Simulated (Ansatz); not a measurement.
Ligand exchange: C2HBr2F + SiH3(CH3) → C2H2BrF + SiH2(CH3)Br

Gas-phase species: C2HBr2F `F/C(Br)=C/Br`, singlet; SiH3(CH3) (methylsilane), singlet; C2H2BrF `C=C(F)Br`, singlet; SiH2(CH3)Br, singlet. The partners trade Br for H: C–Br and Si–H bonds give way to C–H and Si–Br.

Shapes, held fixed at every level: PBE0-D4/def2-TZVP. Programs: Ansatz 0.2.0. Electronic energies: no zero-point or thermal term.

```json
{"level": "HF/def2-TZVPP", "kind": "Hartree–Fock", "ΔE (kJ/mol)": "-187.1", "less CCSD(T)/def2-TZVPP": "-23.3"}
{"level": "PBE-D4/def2-TZVPP", "kind": "GGA", "ΔE (kJ/mol)": "-158.4", "less CCSD(T)/def2-TZVPP": "+5.4"}
{"level": "PBE0-D4/def2-TZVPP", "kind": "global hybrid", "ΔE (kJ/mol)": "-167.1", "less CCSD(T)/def2-TZVPP": "-3.3"}
{"level": "wB97M-V/def2-TZVPP", "kind": "range-separated hybrid", "ΔE (kJ/mol)": "-170.3", "less CCSD(T)/def2-TZVPP": "-6.5"}
{"level": "B2PLYP/def2-TZVPP", "kind": "double hybrid", "ΔE (kJ/mol)": "-167.4", "less CCSD(T)/def2-TZVPP": "-3.6"}
{"level": "MP2/def2-TZVPP", "kind": "perturbation theory", "ΔE (kJ/mol)": "-165.4", "less CCSD(T)/def2-TZVPP": "-1.6"}
{"level": "CCSD/def2-TZVPP", "kind": "coupled cluster or CI", "ΔE (kJ/mol)": "-167.7", "less CCSD(T)/def2-TZVPP": "-3.9"}
{"level": "CCSD(T)/def2-TZVPP", "kind": "coupled cluster or CI", "ΔE (kJ/mol)": "-163.8", "less CCSD(T)/def2-TZVPP": "0.0"}
```

The highest level, CCSD(T)/def2-TZVPP, gives ΔE = -163.8 kJ/mol; the levels span -187.1 to -158.4. The column of differences is taken from that level and isn't an error. No measured value is set beside it here. Relativity is left out for Br. Outer-core shells of Br are correlated, in sets that cover them unevenly.

The exchange is strongly exothermic at every level, and its direction does not depend on the treatment of correlation. The driving force is the pairing of bonds formed. Bromine moves from carbon to the more electropositive silicon, where the bond is more polar and stronger, while hydrogen leaves a comparatively weak Si–H bond for a strong one to an sp² carbon. Removing one of two cis bromines from the alkene probably adds a smaller contribution by relieving their repulsion.

Hartree–Fock exaggerates the exothermicity, at -187.1 kJ/mol against -163.8 with CCSD(T), so correlation favours the reactants on balance, perhaps because the dibromoalkene holds two bromines close to each other and to the π bond. PBE-D4 is the only level less exothermic than CCSD(T). MP2 lies closer to CCSD(T) than CCSD does, which suggests some cancellation within MP2 rather than a better description of correlation. The large energy release says nothing about the rate, since direct exchange must break strong C–Br and Si–H bonds and may face a high barrier.
